The setting to be chosen is the f residual-energy wave number q_c of this ruthenium pseudopotential, and the choice depends on how high in energy the f wave must be right. Up to 0.54 Ha, about 15 eV above the atomic vacuum level, all four values reproduce the all-electron phase to 10⁻⁴ rad and the setting is immaterial. Near 3 Ha the two low values misplace the main step of the curve by 5 to 9 eV and err by about 1 rad, while the two high values misplace it by 0.3 eV and err by 0.05 rad. Going from 4.5 to 6.1 /bohr costs almost nothing. None of this rescues the potential, which has a bound s ghost at −88.13 eV in all four runs.

Calculated values. ONCVPSP 4.0.1, scalar-relativistic LDA (PW92), Ru pseudopotential with [Kr] core, valence 4d6 5s2 and the d channel as local potential. The f channel has radius 2.3 bohr, two projectors and, in the base run, residual-energy wave number 4.8 /bohr. Phase is unwrapped arctan(rR′/R) just outside the radius; error is pseudo minus all-electron, with multiples of π matched at 0.06 Ha.

```
energy (Ha)  phase f all-electron, base (rad)  phase f error, base (rad)  phase f error, f residual-energy wave number 4.5 /bohr (rad)  phase f error, f residual-energy wave number 6.1 /bohr (rad)  phase f error, f residual-energy wave number 7.1 /bohr (rad)
     -1.980                            1.3382                    -0.0001                                                       -0.0001                                                        0.0000                                                        0.0000
     -1.620                            1.3158                     0.0000                                                       -0.0001                                                        0.0000                                                        0.0000
     -1.260                            1.2864                    -0.0001                                                       -0.0001                                                        0.0000                                                        0.0000
     -0.900                            1.2454                     0.0000                                                        0.0000                                                        0.0000                                                        0.0000
     -0.540                            1.1838                     0.0000                                                        0.0000                                                        0.0000                                                        0.0000
     -0.180                            1.0793                     0.0000                                                        0.0000                                                        0.0000                                                        0.0000
      0.180                            0.8627                     0.0000                                                        0.0000                                                        0.0000                                                        0.0000
      0.540                            0.2663                     0.0000                                                        0.0000                                                        0.0000                                                        0.0000
      0.900                           -0.7935                    -0.0006                                                       -0.0010                                                       -0.0001                                                        0.0000
      1.260                           -1.2846                    -0.0019                                                       -0.0032                                                       -0.0002                                                        0.0000
      1.620                           -1.4912                    -0.0054                                                       -0.0090                                                       -0.0006                                                        0.0000
      1.980                           -1.6303                    -0.0162                                                       -0.0289                                                       -0.0014                                                        0.0001
      2.340                           -1.7892                    -0.0656                                                       -0.1358                                                       -0.0040                                                        0.0012
      2.700                           -2.1520                    -0.5372                                                       -1.2879                                                       -0.0194                                                        0.0104
      3.060                           -3.5659                    -0.6491                                                       -0.8339                                                       -0.0476                                                        0.0518
      3.420                           -4.3118                    -0.1888                                                       -0.2643                                                       -0.0081                                                        0.0189
      3.780                           -4.5019                    -0.1043                                                       -0.1558                                                       -0.0013                                                        0.0119
      4.140                           -4.5900                    -0.0784                                                       -0.1230                                                        0.0013                                                        0.0104
      4.500                           -4.6454                    -0.0697                                                       -0.1145                                                        0.0033                                                        0.0110
      4.860                           -4.6873                    -0.0694                                                       -0.1201                                                        0.0057                                                        0.0128
```

### What the columns measure

An f electron of energy E is held off the nucleus by its centrifugal barrier. As E rises, the wave inside the 2.3 bohr radius bends over, reaches a maximum at the radius, pulls a node through it, and repeats. The outside world sees only L = rR′/R, the logarithmic slope of the radial function R just outside the radius. The all-electron column lists θ = arctan L for the scalar-relativistic LDA atom, unwrapped so that it falls continuously: θ = 0 and −π mean a flat wave at the radius, −π/2 and −3π/2 a node there. The four error columns are δθ, pseudo minus all-electron.

An error in θ is the product of two things: how wrong the potential feels to the wave, and how fast θ is moving. With u = rR and Q the norm of u inside r, the non-relativistic radial equation gives two exact relations. Differentiating it with respect to energy yields dL/dE = −2rQ/u². Taking the Wronskian of the pseudo and all-electron waves yields δL = 2r⟨u_ae|V_ps − V_ae|u_ps⟩/(u_ae u_ps). Dividing the second by the geometric mean of the first for both waves, and passing from L to θ, leaves

W = sin δθ / √(θ′_ae θ′_ps) = ⟨u_ae|V_ps − V_ae|u_ps⟩ / √(Q_ae Q_ps),

where θ′ = dθ/dE. W is an energy, the potential error averaged over the waves inside the radius, negative when the pseudopotential is too attractive. For small errors δθ ≈ W|θ′|. The relativistic terms change these relations slightly.

The slopes are awkward to take on a 0.36 Ha grid. W keeps its value if θ is replaced by φ = arctan(L/c) with any constant c, and c = 4, the rough size of wave number times radius, makes the curve smooth. All slopes and crossings below come from cubic splines of φ; with c = 3 or 5 the base W at the three energies checked (1.62, 2.70, 3.78 Ha) moves by about 1 %.

### −1.98 to 0.54 Ha: the pinned stretch

The two f projectors are built at 0.06 and 0.36 Ha. Norm conservation makes Q agree at each, so by the first relation both L and its energy slope agree there, and δL has a double zero at each reference. The zeros in the rows at 0.18 and 0.54 Ha are therefore built in and test nothing. They do show that steepness alone makes no error: at 0.54 Ha θ falls at 2.7 rad/Ha through its first step, and all four columns read 0.0000.

The few entries of −0.0001 at the lowest energies are one unit of the last digit and carry no information on cause. What deserves notice is that the error stays this small 2 Ha below the references, while 2 Ha above them it is already hundreds of times larger for the low q_c. Part of this contrast is the slope of the phase, 0.06 rad/Ha at −1.98 Ha against 0.57 rad/Ha at 2.34 Ha, but the base W also differs by a factor of thirty or more. The argument from theory for that remainder is that a wave of negative energy grows steeply outwards, so that its weight sits near the radius, where pseudo and all-electron waves are matched, and its nodeless shape differs little from that of the reference waves. In this f channel, which has no core level below, transferability is lopsided: cheap downwards, dear upwards.

### 0.90 to 2.34 Ha: the onset

Two double zeros fix the leading term of the error away from the references:

W = a (E − 0.06)² (E − 0.36)².

The constant a was taken as the geometric mean of W divided by the polynomial over the rows from 1.26 to 2.70 Ha whose error is at least 0.0005 rad. This gives −3.5 × 10⁻³ Ha⁻³ for the base run and −5.9 × 10⁻³ Ha⁻³ for 4.5 /bohr, each from five rows.

For the base run at 1.98 Ha, a row inside the fit, the polynomial is 1.92² × 1.62² = 9.67 Ha⁴, so W = −3.5 × 10⁻³ × 9.67 = −34 mHa. The all-electron slope is 0.38 rad/Ha, which gives δθ = −0.013 rad against −0.0162 in the table, 20 % short of the tabulated error.

The growth is somewhat faster than quartic. A straight-line fit of ln|W| against ln(E − 0.21 Ha) on the same rows has slope 4.9 for the base and 5.0 for 4.5 /bohr, and the base W runs from 0.58 of the model at 1.26 Ha to 1.30 at 2.34 Ha. A leading term is not bound to do better 2 Ha from its expansion points. The all-electron wave also changes character here: a node enters the radius at 1.82 Ha, and two nodeless reference waves say less and less about its shape. At −1.98 Ha the model fails outright, with −0.0045 rad against −0.0001, since a polynomial that is symmetric about the references knows nothing of the lopsidedness.

In this stretch the order of the columns is simple. From 0.90 to 2.70 Ha the size of the error falls with rising q_c in every row.

### 2.70 to 3.06 Ha: the peak

The all-electron phase drops by 1.4 rad between these two rows, which looks like a sharp resonance. Most of the sharpness belongs to the arctangent. Since θ′ = L′/(1 + L²), the phase is steep wherever L passes through zero and flat wherever it passes through a pole. Between 1.98 and 3.06 Ha |θ′| rises elevenfold, from 0.38 to 4.28 rad/Ha, while the slope of φ stays between 1.27 and 1.43 rad/Ha.

What lies underneath is smooth and broad. The phase crosses 0, −π/2 and −π at 0.63, 1.82 and 2.97 Ha, gaps of about 1.2 Ha. A flat well of any depth and radius 2.3 bohr has gaps of 2.69 and 2.35 Ha, set by the extrema and zeros of the Bessel function j₃. The gaps scale as 1/r², so matching the first would need 2.3 × √(2.69/1.19) = 3.5 bohr, far more than the small offset of the matching point allows. The atomic potential is not flat: it deepens towards the nucleus and offsets much of the centrifugal term there, so the wave is expected to gather phase faster than in a flat well. Whether this amounts to a shape resonance, an empty 4f-like level held behind a barrier, is not settled by these gaps.

The potential error has no peak at all for the low q_c. The base W runs −93, −163, −236, −313 mHa through the four rows from 2.34 to 3.42 Ha, in nearly even steps, and its size grows in every row from 0.90 Ha to the top of the table; the same holds for 4.5 /bohr. The peak in the error columns is the steep slope multiplying a smoothly growing W.

A too attractive potential reaches −π early: by 0.32 Ha for 4.5 /bohr, 0.20 Ha for the base and 0.01 Ha for 6.1 /bohr, while 7.1 /bohr arrives 0.01 Ha late. This explains why the largest entry for 4.5 /bohr stands one row higher. Its crossing at 2.66 Ha falls just before the 2.70 Ha row, where the pseudo phase has reached −2.1520 − 1.2879 = −3.44 and the all-electron phase has barely begun its step. The base crossing, near 2.78 Ha, falls between the rows, so its two entries of −0.54 and −0.65 rad probably straddle a larger maximum. Peak heights on this grid are lower bounds.

A simpler picture slides the whole all-electron curve by the shift of the crossing. Near the step it serves well: over 1.26 to 2.70 Ha its rms misfit in phase equals that of the quartic model for the base (0.09 rad) and is about half of it for 4.5 /bohr (0.13 against 0.24 rad), where at 2.70 Ha the model W is nearly a fifth too small and the error is also too large for the linear form δφ = W|φ′| in which the model was evaluated. The slide is ruled out by the first step, where it demands −0.61 rad at 0.54 Ha and the table has 0.0000. The displacement grows with energy, as the pinning requires.

### 3.42 to 4.86 Ha: small errors that flatter

The errors shrink here because the phase approaches the next pole of L and |θ′| falls to about 0.1 rad/Ha. The base error of −0.07 rad at 4.86 Ha stands for W ≈ −0.6 Ha, 2.6 times its value at 3.06 Ha. The quartic model, which was not fitted to these rows, is within 5 % of the tabulated base error at 3.06 Ha and then overshoots, reaching −0.19 rad at 4.86 Ha. W grows about linearly here; a normalised average over a bounded interior cannot follow a fourth power for long. Slopes in the last row come from the end of the spline and are the least certain.

The upturns in the tails follow from the same product. For 7.1 /bohr W grows by roughly half per row above 4.14 Ha, faster than the slope declines, so the error passes a minimum of 0.0104 rad and rises. For 4.5 /bohr the pseudo phase passes −3π/2 at about 4.14 Ha and stops flattening: over the last interval it falls by 0.0475 rad against 0.0419 rad for the all-electron phase. No column ends near ±π, so these curves show no extra or missing f level, although a level narrower than the grid could slip through.

### Across the columns: what q_c does

The optimisation shapes each pseudo wave so as to minimise its kinetic energy in plane waves above q_c, subject to the matching and norm conditions. A low q_c, 10 Ha in energy for 4.5 /bohr against 25 Ha for 7.1 /bohr, presses harder on the shape. The all-electron f wave is nodeless at the references and needs little smoothing, so a plausible guess is that the pressure only distorts it, that the projectors must then be stronger, and that they act wrongly on the part of a high-energy wave that the references don't cover. The numbers show that this error is attractive, not why.

They also suggest that two contributions add. Measured from the 7.1 /bohr curve, the 6.1 /bohr curve is a nearly fixed fraction of the base curve: (−10.2 − 5.7)/(−162.6 − 5.7) = 0.094 at 2.70 Ha and (55.4 − 123.4)/(−624.2 − 123.4) = 0.091 at 4.86 Ha, with W in mHa. For 4.5 /bohr the same fraction drifts from 1.66 to 1.47 between these energies, so the picture is a rough one: an attractive part of nearly fixed shape dies away with q_c, and a smaller repulsive part that sets in later is left over. At 6.1 /bohr the first leads at low energy and the second at high energy, hence the sign change between 3.78 and 4.14 Ha. That 6.1 beats 7.1 /bohr in every row from 3.06 Ha upwards is then a cancellation, and no sign of a true optimum. The origin of the repulsive part is open; the limit of two projectors at low energy is a guess.

The residual kinetic energy of the second f wave in the same runs falls along with the error, from 0.097 to 0.0452 to 0.000837 mHa for 4.5, 4.8 and 6.1 /bohr, but it is no measure of it. Its ratio of 2.1 between 4.5 /bohr and the base compares with 1.65 to 1.69 in W at the four energies examined, and being positive it cannot follow a change of sign. The cutoff that converges this wave to 1 mHa rises by little more than 1 Ha over the three runs and stays below a third of the 24.72 Ha that the 4d wave requires.

For a neighbouring case the pattern carries over by argument. Phase errors should peak where L crosses zero well above the projector energies, and the potential error behind them should grow steeply with the distance from those energies, though the power near five found for the two low q_c need not hold elsewhere. A second projector moved up towards the step should pin the curve there, but the wider gap between the references may let errors grow in between. A smaller radius would push the steps to higher energy. Neither change was run.

The s and p channels are untouched by f tuning and are far worse; in p the program also replaced the typed projector energies. In all four runs the s error is −1.20 rad already at 1.26 Ha, and the p error jumps to about −π at 1.98 Ha and stays there, the mark of an extra level. The s ghost lies at −88.13/27.21 = −3.24 Ha, below the window of the table. A likely cause, not tested here, is the separable form: its local part, here the deep d potential, can bind s states that a single projector fails to remove. In a solid such a state would be filled first, and no atomic f phase bounds the damage.
